**Placing three density functionals on the lattice constant of boron phosphide**

Boron phosphide (BP) has the zincblende structure, in which each atom has four bonds to atoms of the other element. Symmetry fixes the positions of the atoms within the cell, so one length, the cubic lattice constant a, describes the whole crystal. Three of its computed values are hidden in this table.

Cubic lattice constant a of zincblende boron phosphide from Kohn-Sham DFT in JDFTx 1.7.0 (patched build), GPAW 26.7.0 and ABINIT 10.8.3, without spin polarization and with Fermi-Dirac smearing of 0.05 eV. Each fit uses energies at seven volumes from 10.98 to 12.38 Å³ per atom. The measured value is 4.538 Å (arXiv:1407.1677; literature range 4.534 to 4.540 Å).

```tsv
program	functional	how the value is got	potentials or basis	wave cutoff (eV)	k-mesh	computed lattice constant (Å)	computed over measured, less one (%)
JDFTx 1.7.0 (patched build) (1)	LDA	from the rest volume of the fit	PseudoDojo SR LDA 0.4.1 standard	1034	10x10x10	4.487	-1.12
GPAW 26.7.0 (1)	SOGGA	from the rest volume of the fit	PAW data sets made by gpaw setup for the functional	800	10x10x10	4.522	-0.36
ABINIT 10.8.3 (1)	AM05	from the rest volume of the fit	JTH PAW PBE v2.0	544	10x10x10	?	?
ABINIT 10.8.3 (2)	WC	from the rest volume of the fit	JTH PAW PBE v2.0	544	10x10x10	4.524	-0.31
GPAW 26.7.0 (2)	revPBE+D3	from the rest volume of the fit	GPAW PAW data sets (gpaw data 1.2.1)	800	10x10x10	?	?
GPAW 26.7.0 (3)	RPBE+D3	from the rest volume of the fit	GPAW PAW data sets (gpaw data 1.2.1)	800	10x10x10	?	?
ABINIT 10.8.3 (3)	PBE	from the rest volume of the fit	SPMS NC PBE v1.0	816	10x10x10	4.547	0.19
ABINIT 10.8.3 (4)	PBE	from the rest volume of the fit	PseudoDojo NC SR PBE v0.5 standard	1034	10x10x10	4.547	0.21
ABINIT 10.8.3 (5)	PW91	from the rest volume of the fit	PseudoDojo NC SR PBE v0.4.1 standard	1034	10x10x10	4.551	0.29
JDFTx 1.7.0 (patched build) (2)	RPBE	from the rest volume of the fit	PseudoDojo SR PBE 0.5 standard	1034	10x10x10	4.556	0.40
ABINIT 10.8.3 (6)	BLYP	from the rest volume of the fit	JTH PAW PBE v2.0	544	10x10x10	4.597	1.31
GPAW 26.7.0 (4)	BLYP	from the rest volume of the fit	PAW data sets made by gpaw setup for the functional	800	10x10x10	4.598	1.33
```

**(a) How does the functional set the bond length, and where should AM05 fall?**

*Solution.* Before any physics is read from the column, the differences between functionals must exceed those between programs. BLYP was run in two programs with different potentials, and the results differ by 0.001 Å. From LDA to BLYP the lattice constant grows by 0.11 Å, about a hundred times as much. The functional therefore governs the large differences, while gaps of a few thousandths of an ångström between different programs deserve no cause.

The physics starts from a limiting case. In a uniform electron gas the density has no gradient, and LDA is exact there by construction. A real crystal has high density in its bonds and low density between them, and stretching it makes the contrast stronger. LDA gives no credit for this contrast, so it favours the compact crystal and makes the bonds too short.

Gradient-corrected functionals lower the energy where the density varies, which helps the stretched crystal and lengthens the bonds. PBE gives a substantial reward of this kind, and RPBE a larger one. WC and SOGGA were designed for solids and give a smaller reward than PBE over the density gradients that matter there. The table follows this argument: WC and SOGGA lie near 4.52 Å, PBE at 4.547 Å and RPBE at 4.556 Å.

AM05 is built from two model systems, the uniform gas and the edge of an electron gas. It too was made with solids in mind, so its gradient correction should act much like that of WC and SOGGA, although its formula is different. The forecast is the mean of those two rows, **4.523 ± 0.010 Å**. The bar is a judgement, several times the gap between the two rows, to allow for the different construction.

**(b) What should the D3 correction do to revPBE and RPBE?**

*Solution.* D3 adds the attraction between fluctuating dipoles that these functionals lack. For two distant atoms it approaches −C₆/r⁶, where r is their distance and C₆ measures how strongly they attract. For two bonded atoms it must be damped, because the functional already describes the bond. The attraction that remains pulls the crystal inward, and the stiffness of the crystal resists.

How far the lattice shrinks depends on where the damping stops. Suppose that it silences the atom itself, its 4 bonded partners and the 12 atoms of the next shell, N = 17 atoms in all. Treat everything outside a sphere holding these atoms as a uniform medium with volume v per atom. Summing the attraction gives the energy per atom, and its slope with volume gives the inward pressure p:

E = −C₆(4π/3)² / (2Nv²)

p = C₆(4π/3)² / (Nv³)

A rough average C₆ for BP is 80 atomic units, or 48 eV Å⁶. The RPBE row without D3 gives v = 4.556³/8 = 11.8 Å³, and its energy curve gives a bulk modulus B, the resistance to compression, of 158 GPa. The pressure is then 48 × 17.5 / (17 × 11.8³) = 0.030 eV/Å³, or 4.8 GPa. A cube shrinks along each edge by the fraction p/(3B), here 4.8/(3 × 158), or about 1%.

revPBE and RPBE have similar exchange, and the table has no revPBE row without D3, so the RPBE value serves as the starting point for both. Shrinking 4.556 Å by 1% gives **4.51 ± 0.05 Å for revPBE+D3 and the same for RPBE+D3**. Both should lie below RPBE without D3, and no order between them is forecast.

The bar is as wide as the contraction itself, because the form of the damping is not stated. Without any contraction the lattice constant would stay at 4.556 Å, just inside the bar. If only the bonds were silenced (N = 5), the same formula would give about 4.40 Å, well outside it. The direction is thus a firmer forecast than the size.

**(c) How do the forecasts compare with the computed values, and what explains the misses?**

The withheld rows as computed:

```tsv
program	functional	how the value is got	potentials or basis	wave cutoff (eV)	k-mesh	computed lattice constant (Å)	computed over measured, less one (%)
ABINIT 10.8.3 (1)	AM05	from the rest volume of the fit	JTH PAW PBE v2.0	544	10x10x10	4.522	-0.36
GPAW 26.7.0 (2)	revPBE+D3	from the rest volume of the fit	GPAW PAW data sets (gpaw data 1.2.1)	800	10x10x10	4.534	-0.09
GPAW 26.7.0 (3)	RPBE+D3	from the rest volume of the fit	GPAW PAW data sets (gpaw data 1.2.1)	800	10x10x10	4.544	0.14
```

*Solution.* AM05 comes out at 4.522 Å, 0.001 Å below the forecast. This agrees with grouping AM05 with the functionals whose gradient correction is weakened for solids, though one row cannot prove the cause. The first table also lists its rows by increasing lattice constant, so the places of the hidden rows already bounded their values. The arguments above do not use this order, but the test was not a fully blind one. The AM05 run used potentials made for PBE, as the WC run did. The BLYP pair, likewise run with PAW potentials, suggests that this matters little, since potentials made for PBE and for BLYP gave nearly the same length there.

The D3 values also lie inside their bars, at 4.534 Å for revPBE and 4.544 Å for RPBE, and both are below RPBE without D3 as forecast. They are nevertheless 0.024 and 0.034 Å longer than the central estimate. Assuming no contraction at all would even have come closer for RPBE+D3, with a miss of only 0.012 Å. Either the estimated contraction is too large, or the starting length of 4.556 Å is too short.

The D3 runs can tell these apart, because their outputs list the D3 energy at each volume. For RPBE+D3 this energy rises by 0.0214 eV when the two-atom cell grows by 0.935 Å³ around its starting volume. That slope is an inward pressure of 3.7 GPa, against 4.8 GPa in the model, and with the same bulk modulus it shrinks the lattice by about 0.8%. The model's 1% was a fair estimate.

The damping shows in the same numbers. An undamped sum of −C₆/r⁶ would weaken by about 2% for each 1% of added volume, but the D3 energy weakens by only about 0.8%. Close pairs can add much to the energy and still pull little, because damping makes their energy change slowly with distance.

Most of the miss therefore lies in the starting length. Undoing a contraction of 0.8% puts RPBE without D3 near 4.58 Å in GPAW, about 0.02 Å above the JDFTx row. The 0.012 Å between the two RPBE rows is the D3 contraction partly hidden by this gap between the runs. The close agreement of the BLYP pair did not carry over.

One possible cause is the potential. The JDFTx run used a norm-conserving potential made for PBE, which keeps PBE's account of how core and valence electrons interact, while a PAW run works this out again with the chosen functional. A plain RPBE run in GPAW would test the gap directly. The effect of a correction is best read from two runs that differ in nothing else.

The revPBE+D3 lattice is 0.010 Å shorter than that of RPBE+D3. The D3 energies help to divide this difference. For revPBE their slope gives an inward pressure of 4.1 GPa, slightly more than for RPBE, and the extra pull accounts for about 0.004 Å. The rest comes from the functionals themselves.

For practical use, the comparison with experiment needs one correction in mind. revPBE+D3 lies 0.09% below the measured lattice constant and AM05 0.36% below, but the measured crystal is expanded by temperature and zero-point motion, which these calculations leave out. Removing that expansion would lower the reference, so the deficit of AM05 would shrink and the 0.14% excess of RPBE+D3 would grow. The smallest error in the table is therefore not enough to choose a functional.
